**Notes: the canonical commutator from the roughness of paths**

In the time-sliced path integral every $x_j$ is an ordinary number and all products commute. I want to see where $\hat p\hat x-\hat x\hat p=-i\hbar$ sits in it (the argument goes back to Feynman, 1948). I keep every step exact at finite slice width, so that the remainder is explicit and I can size it for a cantilever mode.

## 1. Premises and conventions

One coordinate $x\in\mathbb R$, constant mass $m$, $H=T+V(x)$, with $V$ smooth, bounded below, and all its derivatives polynomially bounded. The total time $t_b-t_a=N\epsilon$ is cut into $N$ slices, $x_0=x_a$, $x_N=x_b$, and the increments are $\xi_j=x_{j+1}-x_j$.

The free one-step kernel is the Gaussian integral
$$K_0(\xi)=\int\frac{dp}{2\pi\hbar}\,e^{ip\xi/\hbar-i\epsilon p^2/2m\hbar}=\Big(\frac{m}{2\pi i\hbar\epsilon}\Big)^{1/2}e^{im\xi^2/2\hbar\epsilon},$$
with $i^{-1/2}=e^{-i\pi/4}$. One step is $U=e^{-i\epsilon T/\hbar}e^{-i\epsilon V/\hbar}$, whose kernel is $\langle x_{j+1}|U|x_j\rangle=K_0(\xi_j)\,e^{-i\epsilon V(x_j)/\hbar}$. Chaining $N$ steps gives the lattice action
$$S=\sum_{j=0}^{N-1}\Big[\frac{m(x_{j+1}-x_j)^2}{2\epsilon}-\epsilon V(x_j)\Big].\tag{1}$$
For any function $G$ of the path I define the bracket
$$\langle G\rangle=\Big(\frac{m}{2\pi i\hbar\epsilon}\Big)^{N/2}\int dx_1\cdots dx_{N-1}\;G\,e^{iS/\hbar}.$$
It is not normalised and is no probability average: $\langle1\rangle=\langle x_b|U^N|x_a\rangle$, which tends to the propagator as $N\to\infty$ by the Trotter product formula.

Convergence: I read $\epsilon$ as $\epsilon e^{-i\delta}$ with $0<\delta\le\pi/2$. The kinetic factor then has modulus $e^{-m\xi^2\sin\delta/2\hbar\epsilon}$ and the potential factor $e^{-\epsilon V\sin\delta/\hbar}$, so all integrals with polynomial $G$ converge absolutely. The limit $\delta\to0$ is taken last, after folding $x_a$ and $x_b$ with smooth, rapidly decaying wave functions, a class that both factors of $U$ map into itself under the conditions on $V$.

A point of logic. If I build $K_0$ from operators, the commutator is already inside it, and what follows shows how the paths carry it. If instead I take (1) and the bracket as the postulate, with $U$ defined by its kernel, Section 3 constructs $\hat p$ and the commutator is an output.

## 2. Integration by parts

Pick an interior slice, $1\le k\le N-1$. The integral over $x_k$ of a total derivative vanishes, because the integrand decays as a Gaussian for $\delta>0$:
$$0=\int dx_k\,\frac{\partial}{\partial x_k}\big(G\,e^{iS/\hbar}\big)\quad\Rightarrow\quad\Big\langle\frac{\partial G}{\partial x_k}\Big\rangle=-\frac{i}{\hbar}\Big\langle G\,\frac{\partial S}{\partial x_k}\Big\rangle.\tag{2}$$
The variable $x_k$ occurs in three terms of (1): the links $j=k-1$ and $j=k$, and $V(x_k)$. Hence
$$\frac{\partial S}{\partial x_k}=\frac{m(x_k-x_{k-1})}{\epsilon}-\frac{m(x_{k+1}-x_k)}{\epsilon}-\epsilon V'(x_k).\tag{3}$$
Take $G=x_k$, so that the left of (2) is $\langle1\rangle$. With the names
$$B_k=\Big\langle\frac{m(x_{k+1}-x_k)}{\epsilon}\,x_k\Big\rangle,\qquad A_k=\Big\langle x_k\,\frac{m(x_k-x_{k-1})}{\epsilon}\Big\rangle,$$
(2) and (3) give $\langle1\rangle=\frac{i}{\hbar}\,[B_k-A_k+\epsilon\langle x_kV'(x_k)\rangle]$. Multiplying by $\hbar/i$:
$$B_k-A_k=\frac{\hbar}{i}\langle1\rangle-\epsilon\,\langle x_kV'(x_k)\rangle.\tag{4}$$
This is exact at finite $\epsilon$. The last bracket inserts a function of one slice only, so it equals $\langle x_b|U^{N-k}\,\hat xV'(\hat x)\,U^k|x_a\rangle$ and has a finite limit as $\epsilon\to0$ at fixed $t_k=t_a+k\epsilon$. Therefore
$$\Big\langle\frac{m(x_{k+1}-x_k)}{\epsilon}\,x_k\Big\rangle-\Big\langle x_k\,\frac{m(x_k-x_{k-1})}{\epsilon}\Big\rangle\;\to\;\frac{\hbar}{i}\langle1\rangle.\tag{5}$$
The order in which I write the factors inside each bracket means nothing. The two terms differ only in whether the velocity is taken just after or just before $t_k$.

## 3. Dictionary: time order is operator order

Inserting $x_k$ turns $\int dx_k|x_k\rangle\langle x_k|$ into $\hat x$, placed between $U^{N-k}$ on the left and $U^k$ on the right. Later times stand to the left.

For the velocity, differentiate the Gaussian with respect to its later point $x'$:
$$-i\hbar\,\partial_{x'}K_0(x'-x)=\frac{m(x'-x)}{\epsilon}\,K_0(x'-x).\tag{6}$$
So inserting $m\xi/\epsilon$ in a link is the same as applying $-i\hbar\partial_x$ to the wave function at the end of that link. I call this operator $\hat p$. It commutes with the free step, which is a convolution, so within the link it may stand on either side of $e^{-i\epsilon T/\hbar}$.

In $A_k$ the velocity belongs to the link that ends at slice $k$; $\hat p$ acts first and $\hat x$ after it:
$$A_k=\langle x_b|U^{N-k}\,\hat x\hat p\;U^k|x_a\rangle.$$
In $B_k$ it belongs to the link that starts at slice $k$:
$$B_k=\langle x_b|U^{N-k-1}e^{-i\epsilon T/\hbar}\,\hat p\,e^{-i\epsilon V/\hbar}\,\hat x\,U^k|x_a\rangle.$$
The product rule gives $\hat p\,e^{-i\epsilon V/\hbar}=e^{-i\epsilon V/\hbar}(\hat p-\epsilon V')$, the impulse of the force over one step, so
$$B_k=\langle x_b|U^{N-k}\,(\hat p-\epsilon V')\,\hat x\;U^k|x_a\rangle.$$
Subtracting,
$$B_k-A_k=\langle x_b|U^{N-k}(\hat p\hat x-\hat x\hat p)U^k|x_a\rangle-\epsilon\langle x_kV'(x_k)\rangle.$$
The remainder is the same as in (4) and cancels. What is left holds for all end points, and $U$ is invertible in real time, so it is an operator identity:
$$\hat p\hat x-\hat x\hat p=-i\hbar.\tag{7}$$
It matches the direct evaluation $-i\hbar\,\partial_x(x\psi)+i\hbar\,x\,\partial_x\psi=-i\hbar\psi$. With $G=f(x_k)$ the same steps give $[\hat p,f]=-i\hbar f'$. With several Cartesian coordinates, $G=x_k^a$ and the derivative taken in $x_k^b$ give $[\hat p^b,\hat x^a]=-i\hbar\delta^{ab}$.

## 4. Why this is roughness

The left of (4) is $\langle x_k\,m(x_{k+1}-2x_k+x_{k-1})/\epsilon\rangle$. On a twice differentiable path the integrand is $\epsilon\,m x\ddot x\to0$; on the stationary path of (1) it equals $-\epsilon xV'$, which accounts for the remainder in (4) and leaves nothing for $\hbar/i$. The constant has to come from paths that are not smooth.

To make this quantitative, apply $-i\hbar\partial_{x'}$ to (6) once more:
$$\hat p^2K_0=\Big[\Big(\frac{m\xi}{\epsilon}\Big)^2-\frac{i\hbar m}{\epsilon}\Big]K_0 .$$
Solving for $\xi^2$ and placing $\hat p^2$ at the end of the link, written $\langle\hat p^2\rangle_{k+1}=\langle x_b|U^{N-k-1}\hat p^2U^{k+1}|x_a\rangle$,
$$\langle\xi_k^2\rangle=\frac{i\hbar\epsilon}{m}\langle1\rangle+\frac{\epsilon^2}{m^2}\langle\hat p^2\rangle_{k+1}.\tag{8}$$
This is exact too. The second term is ballistic, (velocity × time)². The first is linear in $\epsilon$: increments scale as $\sqrt{\hbar\epsilon/m}$, and the squared difference quotient diverges as $1/\epsilon$.

The link to (4) is the number identity $x_{k+1}\xi_k-x_k\xi_k=\xi_k^2$, that is $A_{k+1}-B_k=m\langle\xi_k^2\rangle/\epsilon$. Then
$$B_k-A_k=-\frac{m}{\epsilon}\langle\xi_k^2\rangle+(A_{k+1}-A_k).\tag{9}$$
The last term is the change of the insertion $\hat x\hat p$ over one step. From $e^{i\epsilon T/\hbar}\hat xe^{-i\epsilon T/\hbar}=\hat x+\epsilon\hat p/m$ and $e^{i\epsilon V/\hbar}\hat pe^{-i\epsilon V/\hbar}=\hat p-\epsilon V'$,
$$U^{-1}\hat x\hat p\,U-\hat x\hat p=-\epsilon\hat xV'+\frac{\epsilon}{m}(\hat p-\epsilon V')^2,\qquad U^{-1}\hat p^2U=(\hat p-\epsilon V')^2 .$$
So $A_{k+1}-A_k=-\epsilon\langle x_kV'\rangle+\epsilon\langle\hat p^2\rangle_{k+1}/m$, of order $\epsilon$. Putting this and (8) into (9), the $\hat p^2$ terms cancel and (4) returns, obtained now without integrating by parts. In the limit,
$$\langle[\hat p,\hat x]\rangle=-\lim_{\epsilon\to0}\frac{m}{\epsilon}\langle(x_{k+1}-x_k)^2\rangle .$$
The commutator is the quadratic variation of the path per unit time, times $-m$.

A by-product: adjacent links give $\langle(m\xi_k/\epsilon)(m\xi_{k-1}/\epsilon)\rangle=\langle x_b|U^{N-k}(\hat p-\epsilon V')\hat p\,U^k|x_a\rangle$, with no $1/\epsilon$ term. The kinetic energy is represented by this split product and not by the square of one increment.

## 5. The scale on which the limit is reached

To turn brackets into expectation values I fold the end points with states such that the state at the slice in question is a normalised $\phi$ on both sides, and I average over a thermal mixture if needed. Then $\langle1\rangle=1$, and $\langle\hat xV'\rangle$ and $\langle\hat p^2\rangle$ are real. The imaginary parts of (4) and (8) are then exactly $-\hbar$ and $\hbar\epsilon/m$ at any $\epsilon$; the remainders are real.

For $V=\tfrac12m\omega^2x^2$ in equilibrium at temperature $\Theta$,
$$\langle\hat xV'\rangle=\frac{\langle\hat p^2\rangle}{m}=\hbar\omega\big(\bar n+\tfrac12\big),\qquad\bar n+\tfrac12=\tfrac12\coth\frac{\hbar\omega}{2k_B\Theta}.$$
In both (4) and (8) the remainder relative to the leading term is $\epsilon/\epsilon^*$, with
$$\epsilon^*=\frac{1}{\omega(\bar n+\frac12)}\;\to\;\begin{cases}2/\omega,&k_B\Theta\ll\hbar\omega\\ \hbar/k_B\Theta,&k_B\Theta\gg\hbar\omega.\end{cases}\tag{10}$$
Resolving the oscillation, $\omega\epsilon\ll1$, is not enough for a hot mode. In equilibrium $\langle\hat x\hat p+\hat p\hat x\rangle=0$, so $A_k=+i\hbar/2$ and $B_k=-i\hbar/2-\hbar\,\epsilon/\epsilon^*$.

**A solvable test in imaginary time.** At $\delta=\pi/2$, $\epsilon=-i\eta$, the weight is $e^{-S_E/\hbar}$ with $S_E=\sum_j[m\xi_j^2/2\eta+\eta V(x_j)]$, a true probability once normalised. Equation (8) starts as $\langle\xi^2\rangle=\hbar\eta/m$, Brownian motion with diffusion constant $\hbar/2m$, and (4) becomes
$$\Big\langle x_k\frac{m\xi_{k-1}}{\eta}\Big\rangle-\Big\langle\frac{m\xi_k}{\eta}x_k\Big\rangle+\eta\langle x_kV'\rangle=\hbar .$$
For the density matrix of the oscillator I close the path into a ring of $P$ slices, $P\eta=\hbar/k_B\Theta$. All slices are equivalent, so the first two terms combine to $m\langle\xi^2\rangle/\eta$, and
$$\frac{m\langle\xi^2\rangle}{\hbar\eta}=1-r,\qquad r=\frac{\eta m\omega^2\langle x^2\rangle}{\hbar}.$$
The action is $(m/2\eta)\,x^{\mathsf T}Mx$ with a circulant $M$ of eigenvalues $4\sin^2(\pi n/P)+u^2$, $u=\eta\omega$, and the covariance is $(\hbar\eta/m)M^{-1}$, so $r=u^2(M^{-1})_{kk}$. Put $u=2\sinh(\varphi/2)$, so that $2+u^2=2\cosh\varphi$. On an infinite chain the Green function of $M$ is $e^{-\varphi|j|}/2\sinh\varphi$: it solves the homogeneous recursion for $j\ne0$, and at $j=0$ it gives $(2\cosh\varphi-2e^{-\varphi})/2\sinh\varphi=1$. Summing the images at $j=0,\pm P,\pm2P,\dots$ multiplies the diagonal by $\coth(P\varphi/2)$. With $u^2/2\sinh\varphi=\tanh(\varphi/2)$,
$$r=\frac{\tanh(\varphi/2)}{\tanh(P\varphi/2)}.\tag{11}$$
For $P=1$, $r=1$: one slice, no roughness, the classical partition function. For $u\ll1$, $\varphi\approx u$ and $r\approx\eta\omega(\bar n+\tfrac12)=\eta/\epsilon^*$, as in (10). For a hot mode $r\approx1/P$.

## 6. Range of validity

- **Slices.** Equations (4), (7), (8) and (9) are exact for every $\epsilon$ and interior $k$. The limiting form (5) needs $\epsilon|\langle xV'\rangle|\ll\hbar|\langle1\rangle|$. For off-diagonal brackets this fails as a relative statement near zeros of $\langle 1\rangle$.
- **Configuration space.** The boundary term must vanish. For an angle on a circle $G=x_k$ is not periodic and a boundary term survives; periodic $f(x_k)$ must be used.
- **Kinetic term.** Constant mass and Cartesian coordinates. With $m(x)$, or in curved coordinates, the terms $\xi^2\sim\epsilon$ of (8) make the choice of evaluation point in each link matter, and the discretisation must be fixed along with the operator ordering. A vector potential in the midpoint rule adds only $O(\epsilon)$ to (4); the velocity insertion then represents the kinetic momentum $\hat p-qA$, whose commutator with $\hat x$ is the same.
- **State.** $\langle\hat p^2\rangle$ and $\langle \hat xV'\rangle$ must be finite.
- **Environment.** If the mode couples to other coordinates through a potential, as in the Caldeira–Leggett model, I integrate by parts before tracing them out. Only $V'$ changes, to the total force, so (7) and the first term of (8) are untouched. The bath enters through the remainders. For $\ddot x+\gamma\dot x+\omega^2x$ with Ohmic damping, the fluctuation-dissipation theorem at zero temperature gives $\langle\hat p^2\rangle=(\hbar m^2/\pi)\int_0^\Omega\nu^2\,\mathrm{Im}\chi(\nu)\,d\nu$, and $\mathrm{Im}\chi\to\gamma/m\nu^3$ for $\nu\gg\omega$. The tail adds $(\hbar m\gamma/\pi)\ln(\Omega/\omega)$, a fraction $(2/\pi Q)\ln(\Omega/\omega)$ of the zero-point value $m\hbar\omega/2$, with $Q=\omega/\gamma$. The limit $\epsilon\to0$ has to be taken at finite cutoff $\Omega$.

## 7. Numbers: fundamental flexural mode of a Si cantilever

Assumed geometry: length $L=5\ \mu$m along [110], width $w=500$ nm, thickness $d=200$ nm, ideal clamp, Euler–Bernoulli theory.

*Modulus.* The compiled elastic constants (Oses 2018) are $C_{11}=165.64$, $C_{12}=63.94$, $C_{44}=79.51$ GPa. Uniaxial stress along [110] has Voigt components $(\tfrac12,\tfrac12,0,0,0,\tfrac12)$, so $1/E=\tfrac12(S_{11}+S_{12})+\tfrac14S_{44}$, with $S_{11}+S_{12}=C_{11}/[(C_{11}-C_{12})(C_{11}+2C_{12})]$ and $S_{44}=1/C_{44}$. This gives $E=169.0$ GPa, which I carry in this rounded form; later intermediates are carried unrounded. For the density I take the typical $\rho\approx2330$ kg/m³.

*Mode.* The clamped-free condition $\cos\lambda\cosh\lambda=-1$ has lowest root $\lambda=1.8751$, and $\omega=(\lambda^2/L^2)\,d\sqrt{E/12\rho}$, so $\omega/2\pi=11.0$ MHz and $1/\omega=14.5$ ns. I take $x$ as the mode amplitude normalised to the tip displacement. The kinetic energy then has $m=\rho wd\int_0^L\Phi^2dz/\Phi(L)^2=\tfrac14\rho wdL$, where $\Phi$ is the mode shape. The beam mass is $1.165\times10^{-15}$ kg, so $m=2.91\times10^{-16}$ kg. Further, $m\omega^2=1.39$ N/m, $\hbar\omega/k_B=0.528$ mK, $x_{\rm zpf}=\sqrt{\hbar/2m\omega}=51.2$ fm, and $\hbar/2m=1.81\times10^{-19}$ m²/s.

With $\ell^*=\sqrt{\hbar\epsilon^*/m}$, the step size at which the rough and ballistic terms of (8) are equal in magnitude:

| mode state | $\bar n+\frac12$ | $\epsilon^*$ | $\ell^*$ |
|---|---|---|---|
| ground state | 0.5 | 28.9 ns | 102 fm |
| 10 mK | 18.9 | 0.764 ns | 16.6 fm |
| 300 K | $5.68\times10^5$ | 25.5 fs | 0.0960 fm |

In the ground state $\ell^*=2x_{\rm zpf}$: the path is rough on every scale below the zero-point spread. At 300 K the thermal amplitude $\sqrt{k_B\Theta/m\omega^2}$ is 54.5 pm, and roughness dominates only below $\ell^*$. A slicing with $\epsilon=1$ ns has $\omega\epsilon=0.069$ and follows the oscillation well, yet the real remainder in (4) is $3.93\times10^4\,\hbar$ against the commutator term of magnitude $\hbar$. At $\epsilon=1$ fs it is $0.039\,\hbar$. For the ring at 10 mK with $P=100$, $\eta=7.64$ ps and (11) gives $r=0.0100$.

Two cautions on the reading. First, the compiled zone-centre optical phonon, 517 cm⁻¹ (Ioffe Institute), has a period of 64.5 fs, longer than $\epsilon^*$ at 300 K. The identities still hold for the mode coordinate, but on that time scale it is not the position of the tip. Every clamped-free flexural mode has the same tip-referred mass, a quarter of the beam's, so each adds the same $i\hbar\epsilon/m$ to the squared tip increment. The continuum sum diverges and is cut off only by the lattice or by the probe's averaging area. Second, the bath: with an assumed $Q=10^4$ and Ohmic damping assumed up to that phonon frequency, $\ln(\Omega/\omega)=14.2$ and the added $\langle\hat p^2\rangle$ is $9.0\times10^{-4}$ of the zero-point value, negligible in all three rows.

These numbers are the model's. Fabricated Si beams of this size typically resonate somewhat below the ideal-clamp value, by up to some ten or twenty per cent from undercut supports and surface layers, which shifts $x_{\rm zpf}$ and the ground-state row modestly. The entries for $\epsilon^*$ at 10 mK and 300 K equal $\hbar/k_B\Theta$ to the figures shown and do not depend on the beam, provided the mode is at the stated temperature.